The row that looks wrong is C3H5. Its entropy, 257.7 J/(mol K), lies 29.8 below that of its silicon analogue C2H5Si, while the same exchange of the marked atom * in the dimethyl frame, C3H7 to C2H7Si, gives only 14.1. The PBE0-D4 geometry shows that C3H5 is a different kind of radical from the rows beneath it. It is planar allyl, with two C–C bonds of 1.38 and 1.37 Å, equal within rounding, and the odd electron spread over both ends. Its <S^2>, the expectation value of the squared spin (0.75 for a pure doublet), is 0.789, the highest in the table and a mild contamination. The Si, Ge and Sn rows keep a short C=C bond of 1.33 to 1.34 Å and are pyramidal at *, the three angles there summing to 337, 336 and 329°.

Gas-phase doublet radicals in which the marked atom * of each frame (SMILES) is varied, with geometries and vibrations from Ansatz 0.2.0 at unrestricted PBE0-D4/def2-TZVP (def2 core potential on Sn). Thermal quantities are for an ideal gas of rigid rotors with unscaled harmonic modes at 298.15 K and 1 bar; masses are standard atomic weights.

```
formula     frame   *   Z  electronegativity  point group  <S^2> at PBE0  atoms  mass (u)  symmetry number  IA IB IC (u^3 Å^6)  lowest mode (cm⁻¹)  highest mode (cm⁻¹)  zero-point energy (kJ/mol)  H(298) less E (kJ/mol)  entropy (J/(mol K))
   C3H7    H*(C)C   C   6              2.550           Cs          0.755     10      43.1                1               54100               110.4               3193.4                       231.1                   247.2                293.9
 C2H7Si    H*(C)C  Si  14              1.900           Cs          0.752     10      59.2                1              230000               139.5               3141.5                       211.6                   228.9                308.0
 C2H7Ge    H*(C)C  Ge  32              2.010           Cs          0.752     10     103.7                1              402000               113.3               3160.4                       209.0                   227.1                324.2
   C3H5  H*(H)C=C   C   6              2.550          C2v          0.789      8      41.1                2               25700               424.3               3263.4                       173.7                   186.2                257.7
 C2H5Si  H*(H)C=C  Si  14              1.900           C1          0.764      8      57.1                1              115000               202.8               3220.2                       150.0                   164.8                287.5
 C2H5Ge  H*(H)C=C  Ge  32              2.010           C1          0.760      8     101.7                1              232000               179.9               3216.8                       146.9                   162.2                300.6
 C2H5Sn  H*(H)C=C  Sn  50              1.960           C1          0.754      8     147.8                1              412000               126.3               3203.4                       141.0                   157.2                314.4
    CH3    H*(H)H   C   6              2.550          D3h          0.755      4      15.0                6                11.0               526.3               3311.1                        78.2                    88.7                194.6
   GeH3    H*(H)H  Ge  32              2.010          C3v          0.752      4      75.6                3                98.2               695.0               2151.4                        52.7                    63.3                229.7
   H3Sn    H*(H)H  Sn  50              1.960          C3v          0.752      4     121.7                3                 191               637.4               1911.1                        46.3                    57.1                239.9
```

For an ideal gas of rigid, harmonic molecules the partition function is a product, so the entropy is a sum of translation, rotation, spin (R ln 2 in each row) and vibration. Translation depends on the mass M as 1.5R ln M, and rotation as 0.5R ln P − R ln σ, where P is the product IA IB IC of the principal moments of inertia, σ the symmetry number and R the gas constant. A step within a frame is then

ΔS = 1.5R ln(M'/M) + 0.5R ln(P'/P) + R ln(σ/σ') + ΔS(vib)

Nothing is fitted, and ΔS(vib) is the remainder. The calculation uses these same formulas, so the split sorts the result without testing it; the remainders are good to about 0.1 J/(mol K). The output below lists it for each row and step.

For CH3 to GeH3 the terms are 1.5R ln(75.6/15.0) = 20.2, 0.5R ln(98.2/11.0) = 9.1 and R ln(6/3) = 5.8 J/(mol K), which leave 0.1 of the tabulated 35.1 for vibration. Mass dominates because * is most of the molecule. The rotational gain comes mainly from the longer bond, 1.54 against 1.08 Å: a planar model, P = 6.75 m(H)³ r⁶, gives 91.7, 7% below the tabulated 98.2, and ignores the pyramidal shape. That shape halves σ. Its standard cause is that the s and p orbitals of the heavier atoms differ more in size and hybridise poorly, so the bonds take more p character and the odd electron more s. The vanishing vibrational term is a cancellation. The lowest mode of CH3, the umbrella motion by its eigenvector, is softer than the lowest of GeH3 (526.3 against 695.0 1/cm), which costs 1.2, and the other modes return as much. The umbrella is strongly anharmonic; at its observed position, roughly 600 1/cm as recalled, CH3 would lose about 0.6.

In the larger frames the two carbons dilute the mass term to about 4 for C to Si, and inertia gives about 6, in both. The gap of 29.8 − 14.1 = 15.7 between the two steps is therefore nearly all symmetry (5.8) and vibration (13.7 against 4.1). Allyl is stiff, with no mode below 424.3 1/cm, as expected if partial double bonds resist twisting at both ends. Weak π overlap between carbon 2p and a larger silicon orbital is the argued reason why that stiffness is lost and the lowest mode falls to 202.8, and the heavier atom slows the modes as well; the motions behind these two lowest modes are not given. The C1 rows are chiral and count one mirror form; counting both would add R ln 2 and widen the gap. C3H7 deviates the other way. It is nearly planar at * (359°) and already floppy, and its lowest mode rises from 110.4 to 139.5 on going to Si, so this first step is smaller than the Si to Ge step of 16.2. That the mode is a barely hindered methyl torsion is a guess, and a harmonic treatment misjudges such a motion: one soft mode 20% lower adds up to 1.8 J/(mol K). Each row is also a single conformer, not always the lowest, and the methyl groups of C3H7 are turned differently from those of the Si and Ge rows. The lowest mode is a poor guide to ΔS(vib), having the wrong sign here and supplying less than half in the vinyl steps.

Mass alone cannot carry the trend. If only the atomic mass m of * changed, at fixed geometry and force constants, the Teller–Redlich product rule would fix the mass term, the inertia term and R Σ ln(ω/ω') over the mode frequencies ω to sum to 1.5R ln(m'/m). Each mode gains at most R ln(ω/ω'), its heat capacity being below R, so that sum caps ΔS. With the σ term removed, all seven steps exceed the cap, which demands a changed geometry or softer force constants. As the cap is an upper bound, the excess is the least that these must supply: 13.4 for allyl to C2H5Si but only 1.3 for C2H5Si to C2H5Ge. The latter is above the rounding, so within the harmonic model more than mass is at work there too, and the bonds do lengthen. It is less than the uncertainty of one soft mode, though, so for the real radicals the cap alone does not settle the matter. Electronegativity rises from Si to Ge and falls from Ge to Sn while the entropy rises in both.

The zero-point energy, 81.1 to 93.5% of H(298) less E (the enthalpy above the electronic energy), is governed by the stiff modes and falls in every step. The highest mode of GeH3 is 0.650 of that of CH3, where the reduced mass alone would give 0.967; a diatomic estimate puts the force constant near 0.45 of the C–H value. In the larger frames the highest mode stays above 3100 1/cm, as a C–H stretch should. Assigning the C to Ge drop to bonds, 8.5 kJ/mol per *–H from the hydride frame and 6.8 per *–C from the dimethyl frame, gives 23.8 for the vinyl frame, which was not used in the fit. The table has 26.8, a miss of 11% of that drop, in the direction of a stiffer allyl. Si to Ge lowers the zero-point energy by about 3 kJ/mol and Ge to Sn by about 6, in line with the *–H bond of the vinyl frame (1.49, 1.54, 1.72 Å); the poorly screening 3d shell that keeps Ge small is the standard cause. The Ge to Sn steps also join non-relativistic all-electron Ge to Sn with a core potential, without spin-orbit coupling, and unscaled harmonic modes tend to overstate zero-point energies by a few per cent.

The analysis program printed:

```
row: S = trans+rot+spin(5.76)+vib | vib% | S(lowest mode) | vib rest, J/(mol K)
C3H7    293.9 =  155.8   93.8  38.5 | 13.1 | 13.6 | 24.9
C2H7Si  308.0 =  159.8   99.8  42.6 | 13.8 | 11.8 | 30.9
C2H7Ge  324.2 =  166.7  102.2  49.5 | 15.3 | 13.4 | 36.1
C3H5    257.7 =  155.2   85.0  11.8 |  4.6 |  3.7 |  8.1
C2H5Si  287.5 =  159.3   97.0  25.5 |  8.9 |  8.8 | 16.7
C2H5Ge  300.6 =  166.5   99.9  28.5 |  9.5 |  9.7 | 18.7
C2H5Sn  314.4 =  171.2  102.3  35.2 | 11.2 | 12.6 | 22.6
CH3     194.6 =  142.6   43.6   2.6 |  1.3 |  2.5 |  0.1
GeH3    229.7 =  162.8   58.5   2.7 |  1.2 |  1.3 |  1.4
H3Sn    239.9 =  168.7   61.2   4.2 |  1.7 |  1.6 |  2.5
row: angle sum deg, r(*-H), r(*-C), r(C=C) A | ZPE/H %, Hvib kJ/mol, mean mode 1/cm
C3H7     359 1.08 1.48   -  | 93.5  6.18  1610
C2H7Si   332 1.50 1.88   -  | 92.4  7.38  1474
C2H7Ge   330 1.56 1.97   -  | 92.0  8.18  1456
C3H5     360 1.08 1.38 1.37 | 93.3  2.58  1613
C2H5Si   337 1.49 1.84 1.34 | 91.0  4.88  1393
C2H5Ge   336 1.54 1.92 1.33 | 90.6  5.38  1364
C2H5Sn   329 1.72 2.13 1.33 | 89.7  6.28  1310
CH3      360 1.08   -    -  | 88.2  0.58  2179
GeH3     333 1.54   -    -  | 83.3  0.68  1468
H3Sn     329 1.71   -    -  | 81.1  0.88  1290
step: dS = mass inertia sigma vib | lowest | mass cap, excess(dS-sigma-cap) | dEN | dZPE dH kJ/mol | dw_high
C3H7>C2H7Si: 14.1 = 4.0 6.0 0.0 4.1 | -1.9 | 10.6 +3.5 | -0.65 | -19.5 -18.3 | -52
C2H7Si>C2H7Ge: 16.2 = 7.0 2.3 0.0 6.9 | +1.7 | 11.8 +4.4 | +0.11 | -2.6 -1.8 | +19
C3H5>C2H5Si: 29.8 = 4.1 6.2 5.8 13.7 | +5.1 | 10.6 +13.4 | -0.65 | -23.7 -21.4 | -43
C2H5Si>C2H5Ge: 13.1 = 7.2 2.9 0.0 3.0 | +0.9 | 11.8 +1.3 | +0.11 | -3.1 -2.6 | -3
C2H5Ge>C2H5Sn: 13.8 = 4.7 2.4 0.0 6.8 | +2.8 | 6.1 +7.7 | -0.05 | -5.9 -5.0 | -13
CH3>GeH3: 35.1 = 20.2 9.1 5.8 0.1 | -1.2 | 22.4 +6.9 | -0.54 | -25.5 -25.4 | -1160
GeH3>H3Sn: 10.2 = 5.9 2.8 0.0 1.5 | +0.3 | 6.1 +4.1 | -0.05 | -6.4 -6.2 | -240
rounding floor: S parts ~0.11 J/(mol K) at worst; Hvib 0.1, dZPE 0.1 kJ/mol; r 0.01 A
CH3 Svib remainder 2.61, run 2.64; umbrella at rough recalled 600 1/cm: -0.61 J/(mol K)
20% softer lowest mode adds up to 1.8 J/(mol K); 4RT = 9.92 kJ/mol
CH3: planar inertia 10.9 vs 11.0 (-1%); w_high ratio 1.000, mu only 1.000, k ratio 1.00
GeH3: planar inertia 91.7 vs 98.2 (-7%); w_high ratio 0.650, mu only 0.967, k ratio 0.45
H3Sn: planar inertia 173.2 vs 191.0 (-9%); w_high ratio 0.577, mu only 0.965, k ratio 0.36
ZPE C>Ge per *-H -8.5, per *-C -6.8; vinyl frame model -23.8, table -26.8, miss -3.0 kJ/mol
half quantum of w_high shift CH3>GeH3 -6.9 kJ/mol; C>Ge dZPE H*(C)C -22.1
```
